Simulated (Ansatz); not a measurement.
**From the elastic tensor of BN at -9.6 GPa (stress–strain coefficients) to moduli and sound speeds**

Method: DFT LDA, scalar-relativistic, plane waves, PAW (Ansatz). Settings: 420 eV plane-wave cutoff, Γ-centred 12×12×12 mesh, fixed occupations. No spin polarisation.

The structure is cubic, space group F-43m (No. 216). Conventional cell: a = 3.611 Å, b = 3.611 Å, c = 3.611 Å, α = 90.00°, β = 90.00°, γ = 90.00°. Around B (site symmetry -43m) lie 4 N at 1.56 Å. N (site symmetry -43m) is surrounded by 4 B at 1.56 Å.

The cell is the ideal cubic zincblende prototype.

Relaxed-ion constants (GPa, on the Cartesian axes of the calculation):
```
778.3 160.9 160.9   0.0   0.0   0.0
160.9 778.3 160.9   0.0   0.0   0.0
160.9 160.9 778.3   0.0   0.0   0.0
  0.0   0.0   0.0 448.0   0.0   0.0
  0.0   0.0   0.0   0.0 448.0   0.0
  0.0   0.0   0.0   0.0   0.0 448.0
```

Density 3.502 g/cm³; 2 atoms in 11.77 Å³.

The values that follow are for a polycrystal of randomly turned grains, by Hill's mean where one number stands.

With S = C⁻¹: B_V = (C11+C22+C33+2(C12+C13+C23))/9, G_V = (C11+C22+C33−C12−C13−C23+3(C44+C55+C66))/15, 1/B_R = S11+S22+S33+2(S12+S13+S23), 15/G_R = 4(S11+S22+S33−S12−S13−S23)+3(S44+S55+S66); Hill is their mean. Then v_l = √((B+4G/3)/ρ), v_t = √(G/ρ), v_m = [(2/v_t³+1/v_l³)/3]^(−1/3) and Θ = (ħ/k_B)·v_m·(6π²n/V)^(1/3) for n atoms in the volume V; E = 9BG/(3B+G), ν = (3B−2G)/(2(3B+G)) and A^U = 5G_V/G_R + B_V/B_R − 6.

```json
{"Bulk modulus, Voigt / Reuss / Hill": "366.7 / 366.7 / 366.7 GPa", "Shear modulus, Voigt / Reuss / Hill": "392.3 / 379.5 / 385.9 GPa", "Young's modulus": "857 GPa", "Poisson ratio": "0.110", "Pugh ratio B/G": "0.95", "Universal anisotropy index": "0.17", "Longitudinal and transverse sound speeds": "15863 and 10497 m/s", "Debye temperature from the mean sound speed": "1894 K"}
```

Cost: 1 run of about 1.4 core-minutes, on Intel Xeon Processor @ 2.50GHz (Skylake/Cascade Lake) (shared hosts).

Cubic BN remains extremely stiff in this stretched state, and it resists shear even more strongly than uniform compression: the Hill shear modulus of 385.9 GPa exceeds the bulk modulus of 366.7 GPa. The reason is the network of short, partly polar sp³ bonds, which opposes changes of bond angle as well as of bond length. C12 lies far below C44, a departure from central-force behaviour much too large to come from the applied tension alone, and it points to strong angular forces. The remaining anisotropy makes ⟨111⟩, the bond direction, the stiffest axis under uniaxial load. Light atoms combined with these stiff bonds account for the high sound speeds and Debye temperature. The tensor satisfies the cubic conditions for stability against small homogeneous strains at this stress, but that covers neither phonons of finite wavelength nor the energy balance with layered BN. The low Poisson ratio and B/G fit a hard, brittle covalent solid, although elastic constants alone determine neither hardness nor fracture strength.
